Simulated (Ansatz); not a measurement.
## Si2Mo: a film clamped to a substrate

These are results of Ansatz, DFT r2SCAN, scalar-relativistic, plane waves, PAW, not measurements. Cutoff 500 eV, Γ-centred 12×12×6 k-points, Gaussian smearing of 0.03 eV. No spin polarisation. Energies are free energies at this smearing, counted from the undisturbed cell; pressure is positive in compression.

Reference structure (relaxed at this level; this form isn't the usual structure):

```yaml
crystal:
  lattice:
    - [4.58398, 0.00000, 0.00000]
    - [-2.29199, 3.96984, 0.00000]
    - [0.00000, 0.00000, 6.57684]
  atoms:
    - { symbol: Si, position: [0.16386, 0.83614, 0.83333] }
    - { symbol: Si, position: [0.32772, 0.16386, 0.16667] }
    - { symbol: Si, position: [0.83614, 0.67228, 0.50000] }
    - { symbol: Si, position: [0.83614, 0.16386, 0.83333] }
    - { symbol: Si, position: [0.67228, 0.83614, 0.16667] }
    - { symbol: Si, position: [0.16386, 0.32772, 0.50000] }
    - { symbol: Mo, position: [0.50000, 0.00000, 0.50000] }
    - { symbol: Mo, position: [0.00000, 0.50000, 0.16667] }
    - { symbol: Mo, position: [0.50000, 0.50000, 0.83333] }
```

The cell (9 atoms, V0 = 119.68 Å³) is strained by p along both x and y and by q along z, fractional coordinates fixed. τp = (1/V0) ∂E/∂p = (σxx + σyy)(1 + p)(1 + q) and τq = (1/V0) ∂E/∂q = σzz(1 + p)², with tension positive.

```
     p q  ΔE (meV/atom)  τp (GPa)  τq (GPa)
 0.000   0.000           0.00      0.00      0.00
-0.030   0.000          42.91    -36.30     -8.16
 0.030   0.000          34.85     26.58      7.29
 0.000  -0.030          18.36     -8.22    -15.41
 0.000   0.030          15.33      7.31     11.75
```

Question: Get the second derivatives of the energy density.

Answer: Central differences give A = ∂τp/∂p = 1048 GPa (C11 + C22 + 2 C12), C = ∂τq/∂q = 453 GPa (C33) and the cross term B = ∂τq/∂p = 258 GPa (C13 + C23); ∂τp/∂q = 259 GPa must equal B, and any difference shows higher-order terms. Steps this large leave an error of some per cent of A or C in all of these, which can swamp a small B. The ions are clamped.

Question: A film of this crystal grows with z along the normal on a substrate that imposes p. How does its thickness respond, and what does the misfit cost?

Answer: Count p and q from the stress-free cell. A free surface needs τq = 0, so q = −(B/C) p = -0.57 p. The energy density left is (A − B²/C) p²/2 = M p², with the biaxial modulus M = 451 GPa; a misfit of 1 % costs 3.74 meV/atom, against 4.35 meV/atom if the thickness were held.

Forces appear on the atoms along this scan, and letting them relax would lower the energy and soften the response.

The film thins when stretched in the plane, but by far less than constant volume would require, so a tensile misfit also dilates the crystal. Letting the thickness adjust therefore recovers only a modest part of the elastic energy, lowering the cost from 4.35 to 3.74 meV/atom at 1 % misfit. Such weak coupling between plane and normal is typical of stiff, directional bonding, here probably the hybridisation of Mo d with Si p states, which resists changes in bond angle as well as in bond length.

The larger value of A than of C doesn't by itself make the plane stiffer than the normal, because p strains two axes at once and A includes their mutual coupling. Along both paths compression costs more than equal extension, as expected when short-range repulsion rises faster than the bonding weakens. The scan supports an estimate of the coherent strain energy, but without interface and surface energies or a dislocation model it gives no critical thickness.
